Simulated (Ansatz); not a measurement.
## A series in volume per atom on Ge

Results calculated with Ansatz 0.2.0 development build, not measured. Equation of state of a cubic crystal from periodic Kohn-Sham density functional theory without spin; pressure corrected for the finite basis.

Cell of the first row (space group Fd-3m, No. 227):
```
CELL_PARAMETERS angstrom
0.00000 2.80240 2.80240
2.80240 0.00000 2.80240
2.80240 2.80240 0.00000
ATOMIC_POSITIONS crystal
Ge 0.00000 0.00000 0.00000
Ge 0.25000 0.25000 0.25000
```

Settings of every row: formula Ge; structure type diamond; functional r2SCAN; spin treatment none; k mesh 10x10x10; occupation method fermi-dirac; occupation width 0.1 eV; wave cutoff 700 eV; datasets hard PAW; density cutoff ratio 4; xc grid level 2.

Limits: pseudopotentials made with PBE, not this functional; the SCF threshold is loose for a stress in some rows.

| row | volume per atom (Å³) | pressure (GPa) | energy above lowest point (meV/atom) |
| --- | --- | --- | --- |
| 1 | 22.009 | 2.937 | 7.31 |
| 2 | 22.726 | ? | ? |
| 3 | 23.444 | -1.685 | 3.02 |
| 4 | 24.162 | -3.425 | 14.57 |
| 5 | 24.879 | -4.883 | 33.28 |

Question: what pressure should row 2 give?

Worked fit of pressure. Take u = (V_r/V)^(2/3) − 1 with V_r = 23.803 Å³ an atom, which is twice the finite (Eulerian) strain; such expansions in the strain, on which the Birch-Murnaghan equation of state is built, carry the rest volume and the bulk modulus. The shown rows have u = 0.05363, 0.01018, -0.00993, -0.02904. Least squares give pressure = −2.5973 + 87.224 × u + 297.45 × u² GPa; a straight line predicts inner rows, each left out in turn, worse (root mean square 0.31 against 0.019 GPa). The rows lie off it by 0.001, -0.006, 0.009, -0.004 (root mean square 0.0058 GPa). The pressure vanishes at u = 0.0272, or V = 22.86 Å³ an atom, and there the bulk modulus at fixed shape and fractions is B = −V dP/dV = (2/3)(1 + u) dP/du = 70.8 GPa. The withheld row has u = 0.03135, so the fit gives −2.5973 + 87.224 × (0.03135) + 297.45 × (0.03135)² = 0.430 GPa.

The calculation gave 0.406 GPa. The fit lies 0.024 GPa (5.9 % of the value, 0.31 % of the column's range) above it; its largest miss of a shown row is 0.009 GPa.

The other values of row 2: energy above lowest point 0 meV/atom.
